## Hf₂S has a long c axis. Is one plane of k points along it enough?

**Question**

I computed the metal Hf₂S on a series of k meshes, with the atoms held fixed. The hexagonal cell is 3.4 Å wide and 11.7 Å tall, so its reciprocal cell is short along c. I took that as permission to use a single division along c and to spend my points in the plane.

Ansatz 0.2.0, scalar-relativistic PBEsol with PAW and no spin polarization, for bulk Hf₂S (6-atom cell) at fixed geometry. All runs use a 420 eV plane-wave cutoff, Γ-centred k meshes and Gaussian smearing of 0.1 eV. Energies are extrapolated to zero smearing, pressure is positive in compression, and the reference mesh is 18x18x6.

```
 k mesh  energy less reference (meV per atom)  pressure less reference (GPa)  largest force change (eV/Å)  pressure (GPa)
  1x1x1                                2013.9                         29.911                        3.332          27.063
  3x3x1                                  39.0                          0.348                        0.746          -2.500
  6x6x1                                  20.5                          0.263                        0.192          -2.585
  6x6x2                                  -2.0                         -0.060                        0.053          -2.908
12x12x2                                   0.0                          0.007                        0.024          -2.841
12x12x4                                   0.9                          0.012                        0.007          -2.836
18x18x4                                   0.2                          0.012                        0.005          -2.836
```

The k mesh gives the divisions along the two short edges and along c. The energy, pressure and force columns give the error against the 18x18x6 mesh, and the force entry is the largest change on any atom along any axis.

Going from 3x3x1 to 6x6x1 roughly halves the energy error, and the pressure looks nearly settled. Is the rest also an in-plane matter? A colleague says that only the total number of points counts. Who is right, and may I trust the 0.0 at 12x12x2?

**Answer**

Your table can test the first idea directly, because each step refines either the plane or the c direction, never both. The step from 6x6x1 to 6x6x2 leaves the in-plane mesh alone and adds one plane along c. It lowers the energy by 22.5 meV per atom, more than the 18.5 meV gained by the in-plane step before it. If one plane were enough, this step would have changed almost nothing.

The forces agree. The second plane removes about 72% of the force error that 6x6x1 still had. In absolute terms, the 6x6x1 run puts a force of 0.38 eV/Å on the hafnium atoms along c, while the reference run gives 0.19 eV/Å. A relaxation started on 6x6x1 would thus begin with twice the proper force. The symmetry of this crystal allows forces only along c, so a mesh error can change their size or sign but cannot turn them into the plane.

### Why a long axis is no exemption

A k point fixes how the phase of an electron wave changes from one cell to the next. With one plane along c, at zero, every sampled wave has the same phase in neighbouring cells along that axis. Waves that change sign from cell to cell are absent, and so is everything between. The second plane brings in the sign-changing waves.

The omission matters because the cell edge is not a distance between neighbours. It tells how far one must go until the pattern of atoms repeats. Atoms at the top of one cell still sit next to atoms at the bottom of the next, and electrons pass between them. The long-axis rule works for a slab with thick vacuum above it, where nothing crosses the gap. A bulk crystal has no such gap.

What a long edge does give is a head start, and a short derivation shows how large. Let $\varepsilon(\mathbf k)$ be the contribution of the point $\mathbf k$ to the energy. It is periodic in $\mathbf k$ and can be written as a sum over the lattice vectors $\mathbf R$ of the crystal:

$$\varepsilon(\mathbf k)=\sum_{\mathbf R}F_{\mathbf R}\,e^{i\mathbf k\cdot\mathbf R}$$

The exact average over all $\mathbf k$ is the term $F_0$. A uniform mesh also averages most other terms to zero, but it cannot tell a vector $\mathbf R$ from zero if $\mathbf R$ spans a whole number of mesh repeats in each direction. Those terms stay, and they are the error:

$$\text{mesh error}=\sum_{\mathbf R\neq 0,\ \mathbf R\ \text{a mesh repeat}}F_{\mathbf R}$$

The repeat length in a direction is the number of divisions times the cell edge. The coefficient $F_{\mathbf R}$ measures how much the energy depends on electrons keeping their phase over the distance $\mathbf R$, so it fades as that distance grows. The density and the Fermi level also respond to the mesh in a real calculation, which makes this a guide to the error rather than a formula for its size.

In a metal the fading is slow. A band can be filled at one k point and empty at the next, and such an edge in the occupation needs many terms to describe. The terms can also have either sign. The smeared occupations soften the edge but do not remove it.

This picture explains two telling rows of your table. The 1x1x1 mesh repeats after only 3.4 Å in the plane, so it treats even adjacent cells as if their electrons were always in phase. That distorts the bonding itself, and the energy is wrong by about 2 eV per atom. At 6x6x1 the in-plane repeat is about 20 Å, while the repeat along c is still 11.7 Å. The long axis has by then become the short one.

### Does the number of points do as well?

Your colleague's rule deserves a fair test, because it describes the overall trend well. I fitted a power law in the number of points of the full mesh to the force errors of all seven rows, by least squares on the logarithms. The error falls nearly in inverse proportion to the number of points, and the law typically misses by a factor of 1.3.

Its weakness shows when one asks where the points were added. Take 6x6x1 to 6x6x2, which doubles their number. The fitted exponent is −0.96, so the law expects the error to shrink by $2^{0.96}\approx1.9$, from 0.192 to about 0.10 eV/Å. The table has 0.053, about half of that, although both rows were part of the fit.

The other doubling along c, from 12x12x2 to 12x12x4, also does better than the law expects: it cuts the force error by a factor of 3.4. By contrast, the in-plane step from 6x6x2 to 12x12x2 uses four times the points and gains only a factor of 2.2. A point is therefore not worth the same everywhere. The number of points is a fair measure of effort, but it does not say which direction needs it.

### How far the repeat lengths carry

The crudest version of the repeat-length idea says that only the shorter of the two lengths matters. Fitted in the same way to the same rows, it misses by a typical factor of 1.5, which is worse than the plain count. The reason is visible in the step from 3x3x1 to 6x6x1. The shorter length hardly grows, from 10.1 to 11.7 Å, yet the force error falls almost fourfold.

That failure fits the sum above, in which the terms from both directions add up. At 3x3x1 the two repeat lengths are similar and both directions contribute. Refining the plane removes one contribution and leaves the other. The shorter length thus suggests where to refine next, but it is a poor predictor of the error that remains.

So the numbers reject the single-plane rule and show that the count alone is incomplete. They support the repeat-length picture without proving it, since every step of your series refines the direction whose repeat was shorter. A 12x12x1 run would supply the missing control. If the picture is right, much of the 6x6x1 error should survive there, despite the fourfold number of points.

### Why the pressure looked settled

The pressure is an average over three directions, and at 6x6x1 the average hides large errors. Counted as positive in compression, the stress in the plane is too low by 0.46 GPa, while the stress along c is too high by 1.71 GPa. With two in-plane directions and one along c, the mean error is

$$\frac{2\times(-0.46)+1.71}{3}\approx+0.26\ \text{GPa}$$

which is the harmless-looking entry in the table. A relaxation of the cell shape responds to the separate components and would be misled.

The 3x3x1 run contains a similar trap. Its stress error along c is only 0.91 GPa, so improving the in-plane mesh made this component worse. The likely reading is that an in-plane error of opposite sign had been covering part of the error along c. The second plane then brings the component down, but past the reference, to an error of −0.47 GPa. Only from 12x12x2 onward are both components within a few hundredths of a GPa.

### What the 0.0 means

The energy error changes sign on its way down. It is −2.0 meV per atom at 6x6x2, 0.0 at 12x12x2, and 0.9 at 12x12x4, a denser mesh. The zero is a crossing and not a sign of exact convergence. The force error at 12x12x2 makes the same point, since it is still 0.024 eV/Å.

The 18x18x6 reference is itself a finite mesh, and no denser one checks it. Differences of a few tenths of a meV per atom or about 0.01 GPa should therefore not be used to rank the last rows. The forces show the progress more clearly, because their error falls at every step of this series, but the last two rows are too close to rank by force either.

### Choosing a mesh

Start by making the repeat lengths similar. For six in-plane divisions of a 3.37 Å edge, the matching number along c is $6\times3.37/11.7\approx1.7$, so two. The same division gives a first guess for another bulk metal with a long cell. It sets the proportions of the mesh, and a convergence test must still set its density.

How dense to go depends on what you want from the run. For an energy within about 2 meV per atom of the reference, 6x6x2 is enough. For the stress components, 12x12x2 is the first safe choice in this table. For forces within 0.01 eV/Å of the reference, 12x12x4 is the first mesh in the table that serves.

No mesh will remove the force of 0.19 eV/Å and the pressure of about −2.8 GPa that remain in the reference run. They show that the fixed geometry is not the equilibrium one for this calculation. In every row PBEsol ran on PAW datasets made for PBE, which can shift such absolute values, and this table does not test by how much. Relaxing the atoms and the cell is the remedy, on a mesh that treats c as a direction in its own right.
